**Bond critical points of CH₂=C(F)–S–CH₃**

The table holds the density, Laplacian, ellipticity and energy density at the nine QTAIM bond critical points of one gas-phase conformer, from PBE0/def2-svpd on a GFN2-xTB geometry. The program fits nothing: it splits the density into free-atom and deformation parts, recovers the three curvatures, obtains G and V from the local virial identity and compares G with the Thomas–Fermi value. The output shows that the gap between C=C and C–H lies in the free-atom overlap and that the deformation at C–F is almost zero. The positive C–F Laplacian comes from a curvature along the bond 4.2 times that of C=C, at a point 0.45 Å from carbon, with |V|/G = 1.90. The Thomas–Fermi value overestimates G in eight rows and underestimates it for C–F, and the spread among C–H densities is of the size of the asymmetry between two mirror-related bonds.

QTAIM bond critical points of CH₂=C(F)–S–CH₃ (neutral singlet, gas phase), from a PySCF 2.14.0 single-point calculation at the PBE0/def2-SVPD level on a GFN2-xTB geometry. The atom columns give the numbers of the two bonded atoms: 1, 2 and 5 are C, 3 is F, 4 is S and 6 to 10 are H. The energy density is the total, kinetic plus potential.

## Script

```python
# Table: QTAIM bond critical points (a.u.) of C=C(F)SC, PySCF, PBE0/def2-svpd, GFN2-xTB geometry.
# Worked out: free-atom and deformation parts of the density, the three curvatures, G and V from
# the local virial identity, and G against the Thomas-Fermi value (no fitted parameter).
T = {
    'row': [1, 2, 3, 4, 5, 6, 7, 8, 9],
    'density': [0.345, 0.284, 0.283, 0.282, 0.28, 0.28, 0.254, 0.203, 0.179],  # a.u.
    'first_atom': [1.0, 1.0, 5.0, 1.0, 5.0, 5.0, 2.0, 2.0, 4.0],
    'second_atom': [2.0, 7.0, 9.0, 6.0, 8.0, 10.0, 3.0, 4.0, 5.0],
    'laplacian': [-0.956, -1.085, -1.085, -1.072, -1.062, -1.063, 0.153, -0.463, -0.311],  # a.u.
    'ellipticity': [0.499, 0.03, 0.013, 0.03, 0.011, 0.013, 0.021, 0.254, 0.07],
    'energy_density': [-0.395, -0.314, -0.311, -0.31, -0.307, -0.305, -0.356, -0.174, -0.124],  # a.u.
}
import numpy as np
from scipy.constants import physical_constants as pc
a0 = pc['Bohr radius'][0]*1e10
rho, lap, eps, H = (np.array(T[k], float) for k in ('density', 'laplacian', 'ellipticity', 'energy_density'))
i1 = [int(round(x))-1 for x in T['first_atom']]
i2 = [int(round(x))-1 for x in T['second_atom']]
el = ['C', 'C', 'F', 'S', 'C', 'H', 'H', 'H', 'H', 'H']
# Further outputs of the same run, in table order (places in angstrom, deformation in e/A^3)
X = np.array([[2.05,-0.47,0],[0.84,0.06,0],[0.66,1.40,0],[-0.66,-0.86,0],[-1.89,0.48,0],
              [2.92,0.16,0],[2.17,-1.53,0],[-2.86,-0.01,0],[-1.77,1.08,-0.89],[-1.77,1.08,0.90]])
P = np.array([[1.4956,-0.2173,0.0003],[2.1265,-1.1394,0.0009],[-1.8148,0.8616,-0.5716],
              [2.6038,-0.069,0.0007],[-2.5073,0.1654,0.0019],[-1.8125,0.8633,0.5734],
              [0.7624,0.5059,-0.0003],[0.0792,-0.3874,-0.0002],[-1.3286,-0.1215,-0.0002]])
R = np.array([1.322,1.072,1.083,1.074,1.085,1.088,1.345,1.765,1.819])
l2 = np.array([-0.4923,-0.69889,-0.70747,-0.69371,-0.69529,-0.69682,-0.49659,-0.25664,-0.25187])
dfm = np.array([0.703,0.708,0.724,0.700,0.706,0.714,-0.008,0.310,0.252])*a0**3
elf = np.array([0.9075,0.9851,0.9872,0.9853,0.9859,0.9871,0.353,0.9226,0.9259])
name = [f"{el[a]}{a+1}-{el[b]}{b+1}" for a, b in zip(i1, i2)]
d1 = np.linalg.norm(P-X[i1], axis=1)
d2 = np.linalg.norm(P-X[i2], axis=1)
free = rho-dfm
l1 = l2*(1+eps)
l3 = lap-l1-l2
G = lap/4-H
V = H-G
TF = 0.3*(3*np.pi**2)**(2/3)*rho**(5/3)
print("Rounding: table 0.0005 a.u., G about 0.0006 a.u., point-to-atom distances about 0.01 A")
print("bond    length A, point to first, to second A | density = free atoms + deformation (a.u.), deformation %")
for k in range(len(rho)):
    print(f"{name[k]:7s} {R[k]:.3f} {d1[k]:.2f} {d2[k]:.2f} | {rho[k]:.3f} = {free[k]:.3f} {dfm[k]:+.3f}  {100*dfm[k]/rho[k]:.0f}")
print("bond    curvatures l1 l2 l3 | G  V (a.u.)  |V|/G  H/density  G(TF)  G/G(TF)")
for k in range(len(rho)):
    print(f"{name[k]:7s} {l1[k]:.3f} {l2[k]:.3f} {l3[k]:+.3f} | {G[k]:.3f} {V[k]:.3f} {-V[k]/G[k]:.2f} {H[k]/rho[k]:.2f} {TF[k]:.3f} {G[k]/TF[k]:.2f}")
e = 1/(1+(G/TF)**2)
print(f"ELF from G/G(TF) (identity): C=C {e[0]:.2f}, C-F {e[6]:.2f}; largest gap to the run's ELF {abs(e-elf).max():.3f}")
print(f"nuclei minus bond points: {len(el)} - {len(rho)} = {len(el)-len(rho)}; F3...C5 {np.linalg.norm(X[2]-X[4]):.2f} A")
ch, vin, met = [1,2,3,4,5], [1,3], [2,4,5]
def gap(lbl, a, b):
    t, f, d = (x[a].mean()-x[b].mean() for x in (rho, free, dfm))
    print(f"density gap {lbl}: {t:+.3f} = free atoms {f:+.3f}, deformation {d:+.3f} a.u.")
gap("C=C minus mean C-H", [0], ch)
gap("C-F minus mean C-H", [6], ch)
gap("C-F minus C=C", [6], [0])
gap("C2-S minus S-C5", [7], [8])
mir = rho[2]-rho[5]
vm = rho[vin].mean()-rho[met].mean()
print(f"C-H density: mean {rho[ch].mean():.3f}, span {np.ptp(rho[ch]):.3f}, vinyl minus methyl {vm:.3f} a.u.")
print(f"mirror pair H9 minus H10: density {mir:.3f} a.u., length {R[2]-R[5]:+.3f} A, ellipticity {eps[2]-eps[5]:+.3f}")
print(f"C-H ellipticity: vinyl mean {eps[vin].mean():.3f}, methyl mean {eps[met].mean():.3f}")
print(f"C-F against C=C: l1+l2 {l1[6]+l2[6]:.3f} and {l1[0]+l2[0]:.3f} a.u., l3 ratio {l3[6]/l3[0]:.1f}, G ratio {G[6]/G[0]:.1f}")
print(f"G ratios to mean C-H: C=C {G[0]/G[ch].mean():.1f}, C-F {G[6]/G[ch].mean():.1f}")
print(f"C-F point lies at {100*d1[6]/(d1[6]+d2[6]):.0f} % of the way from C; C=C point {d2[0]-d1[0]:.2f} A nearer C1 than C2")
print(f"C2-S against S-C5: shorter by {R[8]-R[7]:.3f} A, denser by {100*(rho[7]/rho[8]-1):.0f} %, ellipticity ratio {eps[7]/eps[8]:.1f}")
print(f"point to S distance: {d2[7]:.2f} A in C2-S, {d1[8]:.2f} A in S-C5")
print(f"-l1/density {-l1[7]/rho[7]:.2f} and {-l1[8]/rho[8]:.2f}; -l2/density {-l2[7]/rho[7]:.2f} and {-l2[8]/rho[8]:.2f} (C2-S, S-C5)")
print(f"ellipticity C2-S over C=C {eps[7]/eps[0]:.2f}; C-F over C=C {eps[6]/eps[0]:.2f}")
print("order by length: " + " < ".join(name[k] for k in np.argsort(R)))
assert (H < 0).all() and list(np.where(lap > 0)[0]) == [6]
assert list(np.where(G/TF > 1)[0]) == [6] and 1 < -V[6]/G[6] < 2
assert mir > vm and (l3 > 0).all()
assert eps[0] > eps[7] > eps[8] > eps[ch].max()
```

Running it gives:

```
Rounding: table 0.0005 a.u., G about 0.0006 a.u., point-to-atom distances about 0.01 A
bond    length A, point to first, to second A | density = free atoms + deformation (a.u.), deformation %
C1-C2   1.322 0.61 0.71 | 0.345 = 0.241 +0.104  30
C1-H7   1.072 0.67 0.39 | 0.284 = 0.179 +0.105  37
C5-H9   1.083 0.69 0.39 | 0.283 = 0.176 +0.107  38
C1-H6   1.074 0.68 0.39 | 0.282 = 0.178 +0.104  37
C5-H8   1.085 0.69 0.39 | 0.280 = 0.175 +0.105  37
C5-H10  1.088 0.69 0.39 | 0.280 = 0.174 +0.106  38
C2-F3   1.345 0.45 0.90 | 0.254 = 0.255 -0.001  -0
C2-S4   1.765 0.88 0.88 | 0.203 = 0.157 +0.046  23
S4-C5   1.819 1.00 0.82 | 0.179 = 0.142 +0.037  21
bond    curvatures l1 l2 l3 | G  V (a.u.)  |V|/G  H/density  G(TF)  G/G(TF)
C1-C2   -0.738 -0.492 +0.274 | 0.156 -0.551 3.53 -1.14 0.487 0.32
C1-H7   -0.720 -0.699 +0.334 | 0.043 -0.357 8.35 -1.11 0.352 0.12
C5-H9   -0.717 -0.707 +0.339 | 0.040 -0.351 8.82 -1.10 0.350 0.11
C1-H6   -0.715 -0.694 +0.336 | 0.042 -0.352 8.38 -1.10 0.348 0.12
C5-H8   -0.703 -0.695 +0.336 | 0.041 -0.348 8.40 -1.10 0.344 0.12
C5-H10  -0.706 -0.697 +0.340 | 0.039 -0.344 8.77 -1.09 0.344 0.11
C2-F3   -0.507 -0.497 +1.157 | 0.394 -0.750 1.90 -1.40 0.292 1.35
C2-S4   -0.322 -0.257 +0.115 | 0.058 -0.232 3.99 -0.86 0.201 0.29
S4-C5   -0.270 -0.252 +0.210 | 0.046 -0.170 3.68 -0.69 0.163 0.28
ELF from G/G(TF) (identity): C=C 0.91, C-F 0.36; largest gap to the run's ELF 0.002
nuclei minus bond points: 10 - 9 = 1; F3...C5 2.71 A
density gap C=C minus mean C-H: +0.063 = free atoms +0.064, deformation -0.001 a.u.
density gap C-F minus mean C-H: -0.028 = free atoms +0.079, deformation -0.106 a.u.
density gap C-F minus C=C: -0.091 = free atoms +0.014, deformation -0.105 a.u.
density gap C2-S minus S-C5: +0.024 = free atoms +0.015, deformation +0.009 a.u.
C-H density: mean 0.282, span 0.004, vinyl minus methyl 0.002 a.u.
mirror pair H9 minus H10: density 0.003 a.u., length -0.005 A, ellipticity +0.000
C-H ellipticity: vinyl mean 0.030, methyl mean 0.012
C-F against C=C: l1+l2 -1.004 and -1.230 a.u., l3 ratio 4.2, G ratio 2.5
G ratios to mean C-H: C=C 3.8, C-F 9.6
C-F point lies at 33 % of the way from C; C=C point 0.10 A nearer C1 than C2
C2-S against S-C5: shorter by 0.054 A, denser by 13 %, ellipticity ratio 3.6
point to S distance: 0.88 A in C2-S, 1.00 A in S-C5
-l1/density 1.59 and 1.51; -l2/density 1.26 and 1.41 (C2-S, S-C5)
ellipticity C2-S over C=C 0.51; C-F over C=C 0.04
order by length: C1-H7 < C1-H6 < C5-H9 < C5-H8 < C5-H10 < C1-C2 < C2-F3 < C2-S4 < S4-C5
```
